**Question: why can't a natural occupation exceed 1, and what does 0.9 mean for Be 2s?**

My CASSCF(2,4) output for Be lists fractional natural occupations for 2s and 2p. I read that the eigenvalues of the one-particle density matrix lie between 0 and 1 for fermions but between 0 and $N$ for bosons. Where does that come from, when is $n_k=1$ exactly, and is $n_k$ the probability of anything? I would like an example solvable by hand.

**Answer**

**General statement.** For a normalised $N$-particle state define $\gamma_{pq}=\langle\Psi|a_q^\dagger a_p|\Psi\rangle$ in an orthonormal *spin-orbital* basis, so $\operatorname{tr}\gamma=N$. Its eigenvectors are the natural spin orbitals, with eigenvalues $n_k=\langle a_k^\dagger a_k\rangle$. For fermions $a_ka_k^\dagger+a_k^\dagger a_k=1$, hence
$$n_k=\|a_k\Psi\|^2\ge0,\qquad 1-n_k=\|a_k^\dagger\Psi\|^2\ge0 .$$
So $n_k=1$ if and only if $a_k^\dagger\Psi=0$, and $n_k=0$ if and only if $a_k\Psi=0$. In a determinant expansion $\Psi=\sum_I c_I|I\rangle$ the operator $a_k^\dagger a_k$ is diagonal with entries 0 or 1, so
$$n_k=\sum_{I\ni k}|c_I|^2 ,$$
the probability of finding spin orbital $k$ occupied. For bosons the commutator gives $\|b_k^\dagger\Psi\|^2=1+n_k$, which sets no upper limit. Only the trace does: $n_k\le N$.

**Smallest Be model.** Freeze $1s^2$ and put two electrons in $2s,2p_x,2p_y,2p_z$ (real orbitals). Write $|\phi\bar\phi\rangle=a^\dagger_{\phi\uparrow}a^\dagger_{\phi\downarrow}|1s^2\rangle$. This space holds two ${}^1S$ functions,
$$|S\rangle=|s\bar s\rangle,\qquad |P\rangle=\tfrac1{\sqrt3}\left(|x\bar x\rangle+|y\bar y\rangle+|z\bar z\rangle\right).$$
In chemists' notation the integrals reduce to radial Slater integrals: $(sx|sx)=K=G^1/3$, $(xx|xx)=F^0_{pp}+\tfrac4{25}F^2$, $(xy|xy)=\tfrac3{25}F^2$. The repulsion in $|P\rangle$ is $(xx|xx)+2(xy|xy)=F^0_{pp}+\tfrac25F^2$, and $|S\rangle$ couples to each of the three determinants by $K$. Relative to the energy of $|S\rangle$,
$$H=\begin{pmatrix}0&\sqrt3K\\ \sqrt3K&\Delta\end{pmatrix},\qquad \Delta=2\delta+F^0_{pp}-F^0_{ss}+\tfrac25F^2,$$
where $\delta$ is the one-electron $2s\to2p$ gap in the field of nucleus and core. For $\Delta>0$ the ground state is
$$\Psi=\cos\theta\,|S\rangle-\sin\theta\,|P\rangle,\qquad \tan2\theta=\frac{2\sqrt3K}{\Delta},$$
$$E=\tfrac12\left(\Delta-\sqrt{\Delta^2+12K^2}\right),\qquad w\equiv\sin^2\theta=\frac12\left(1-\frac{\Delta}{\sqrt{\Delta^2+12K^2}}\right).$$

Any two of the four determinants differ in two spin orbitals, and $a_q^\dagger a_p$ changes only one, so $\gamma$ is diagonal. The orbitals are already natural, and counting weights gives, per spin orbital,
$$n_{1s}=1,\qquad n_{2s}=1-w,\qquad n_{2p_i}=w/3,$$
with sum $2+2(1-w)+6\,(w/3)=4$. All this is exact within the model for any $\Delta$ and $K$.

**Numbers (hartree atomic units).** Give $2s$ and $2p$ the common radial function $r\,e^{-\zeta r}$, so that $F^0_{pp}=F^0_{ss}$. The radial integrals are then $G^1=\tfrac{185}{768}\zeta$ and $F^2=\tfrac{45}{256}\zeta$. As approximate inputs take $\zeta=0.975$ from Slater's rules and $\delta\approx0.146\,E_h$, an approximate $2s\to2p$ gap of Be$^+$. Then $K=\tfrac{185}{2304}\zeta=0.0783\,E_h$ and $\Delta=2\delta+\tfrac{9}{128}\zeta=0.292+0.0686=0.361\,E_h$. This gives $\tan2\theta=0.75$, $E=-0.045\,E_h$, $w=0.10$, and coefficients $0.95$ for $|s\bar s\rangle$ and $-0.18$ for each $p$ determinant.

| spin orbital | determinants containing it | $n_k$ | spin-summed |
|---|---|---|---|
| $1s$ | all four | $1$ | $2$ |
| $2s$ | $s\bar s$ | $0.90$ | $1.80$ |
| each $2p_i$ | one | $0.033$ | $0.067$ |
| any other | none | $0$ | $0$ |

Programs usually print the last column, whose bound is 2. The inputs are crude. For instance, the nodeless $2s$ has overlap $0.19$ with a $1s$ function $e^{-3.70r}$ (again Slater's rules), which I ignored in the integrals. Changing $K$ by $\pm10\%$ moves $w$ to $0.11$ or $0.09$, so its second figure is uncertain by about one unit.

**Comparison with the general statement.**

- *Saturation.* Every determinant contains $1s\uparrow$, so $a^\dagger_{1s\uparrow}\Psi=0$ and $n_{1s}=1$. The frozen core enforces this. An occupation drops below 1 as soon as a natural-orbital determinant lacking that orbital gets any weight.
- *The hole norm.* $a^\dagger_{s\uparrow}$ kills $|s\bar s\rangle$ and maps the three $p$ determinants onto orthonormal five-electron ones, so $\|a^\dagger_{s\uparrow}\Psi\|^2=3\,(\sin^2\theta/3)=w=1-n_{2s}$. Hence $n_{2s}=1$ requires $K=0$, the single determinant $1s^22s^2$.
- *Why the natural basis matters.* The weight sum gives the diagonal element $\gamma_{kk}$ in any orthonormal basis, but it is guaranteed to be an eigenvalue only in the natural one. Take hybrids $h_\pm=(s\pm z)/\sqrt2$ and put $A=\cos\theta$, $B=\sin\theta/\sqrt3$. The determinants containing $h_+\!\uparrow$ are $|h_+\bar h_+\rangle$ and $|h_+\bar h_-\rangle$, with coefficients $(A-B)/2$ and $(A+B)/2$. Their weight is $(A^2+B^2)/2=0.47$, but there is also $\gamma_{+-}=(A^2-B^2)/2=0.43$. The eigenvalues $\gamma_{++}\pm\gamma_{+-}$ of this block are again $A^2=n_{2s}$ and $B^2=n_{2p}$.
- *Bosons.* The valence singlet has the symmetric spatial factor $A\,s(1)s(2)-B\sum_ip_i(1)p_i(2)$. Two spinless bosons with the same spin-free valence Hamiltonian have exactly this ground state, with the same $2\times2$ matrix. Its components are $(b_\phi^\dagger)^2|0\rangle/\sqrt2$, each holding two particles in one mode, so $n_s=2(1-w)=1.80$. That is one eigenvalue above 1 and below $N=2$, reaching 2 at $K=0$. For the electrons the same $1.80$ is the sum of two eigenvalues $0.90$.

The bounds together with the trace condition are also sufficient for $\gamma$ to come from an $N$-fermion *ensemble* (Coleman, 1963), but not from a pure state. For the valence pair, the spectrum $(1,\tfrac12,\tfrac12)$ obeys them. Yet $n_k=1$ means $\Psi=a_k^\dagger\chi$ with $\chi=a_k\Psi$ a one-electron state, so $\Psi$ is a single determinant and its spectrum is $(1,1,0)$.